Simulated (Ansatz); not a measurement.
Hf: pressure and energy change per atom against volume scale

All results are calculated (Ansatz 0.2.0). Plane-wave DFT, scalar-relativistic PAW made under PBE with cores redone for the functional, no dispersion; the given relaxed cell is scaled uniformly, energy at zero smearing counts from the unscaled cell, pressure at the given Fermi-Dirac smearing is positive in compression.

The cell before it is scaled or strained (space group P6/mmm, No. 191):
```
cell vectors (Å)
   5.0384     0.0000     0.0000
  -2.5192     4.3634     0.0000
   0.0000     0.0000     3.1305
atoms (fractions of the cell vectors)
Hf  1.00000  0.00000  0.00000
Hf  0.33333  0.66667  0.50000
Hf  0.66667  0.33333  0.50000
```

Settings of every row: spin polarised no; functional BLYP; wave cutoff 420 eV; smearing width 0.1 eV; k mesh 8x8x11.

Atom starting moment: 0 on all atoms.

Limits: no spin-orbit coupling, which can matter with elements this heavy; the cell comes from a prototype or a list of computed structures and needn't be the stable phase.

```csv
row,volume scale,V (Å³/atom),pressure (GPa),energy change per atom (meV)
1,0.88,20.188,16.41,125.98
2,0.92,21.106,9.88,51.86
3,0.96,22.023,4.49,11.85
4,1.04,23.859,-3.65,11.44
5,1.08,24.776,?,?
6,1.12,25.694,-9.21,88.84
```

Question: what pressure and energy change per atom should row 5 give?

Worked fit of pressure. Take u = (V_r/V)^(2/3) − 1 with V_r = 22.023 Å³ an atom, which is twice the finite (Eulerian) strain; such expansions in the strain, on which the Birch-Murnaghan equation of state is built, carry the rest volume and the bulk modulus. The shown rows have u = 0.05971, 0.02876, 0, -0.05198, -0.09767. Least squares give pressure = 4.503 + 176.84 × u + 374.3 × u² GPa; a straight line predicts inner rows, each left out in turn, worse (root mean square 1.1 against 0.036 GPa). The rows lie off it by 0.01, -0.02, -0.01, 0.03, -0.01. The pressure vanishes at u = -0.0270, or V = 22.95 Å³ an atom, and there the bulk modulus at fixed shape and fractions is B = −V dP/dV = (2/3)(1 + u) dP/du = 102 GPa. Letting shape and atoms relax would as a rule lower it, by much in layered, chain or molecular crystals. The withheld row has u = -0.07552, so the fit gives 4.503 + 176.84 × (-0.07552) + 374.3 × (-0.07552)² = -6.72 GPa.

The calculation gave -6.7 GPa. The fit lies 0.02 GPa (0.078 % of the column's range) below it; its largest miss of a shown row is 0.03 GPa.

Worked fit of energy change per atom. Take u = (V_r/V)^(2/3) − 1 with V_r = 22.023 Å³ an atom, which is twice the finite (Eulerian) strain; such expansions in the strain, on which the Birch-Murnaghan equation of state is built, carry the rest volume and the bulk modulus. The shown rows have u = 0.05971, 0.02876, 0, -0.05198, -0.09767. Least squares give energy change per atom = 11.707 + 891.02 × u + 17190.8 × u² meV; a straight line predicts inner rows, each left out in turn, worse (root mean square 49 against 0.52 meV). The rows lie off it by -0.22, 0.31, 0.14, -0.40, 0.17 (root mean square 0.27 meV). The withheld row has u = -0.07552, so the fit gives 11.707 + 891.02 × (-0.07552) + 17190.8 × (-0.07552)² = 42.46 meV.

The calculation gave 42.16 meV. The fit lies 0.30 meV (0.26 % of the column's range) above it; its largest miss of a shown row is 0.40 meV.
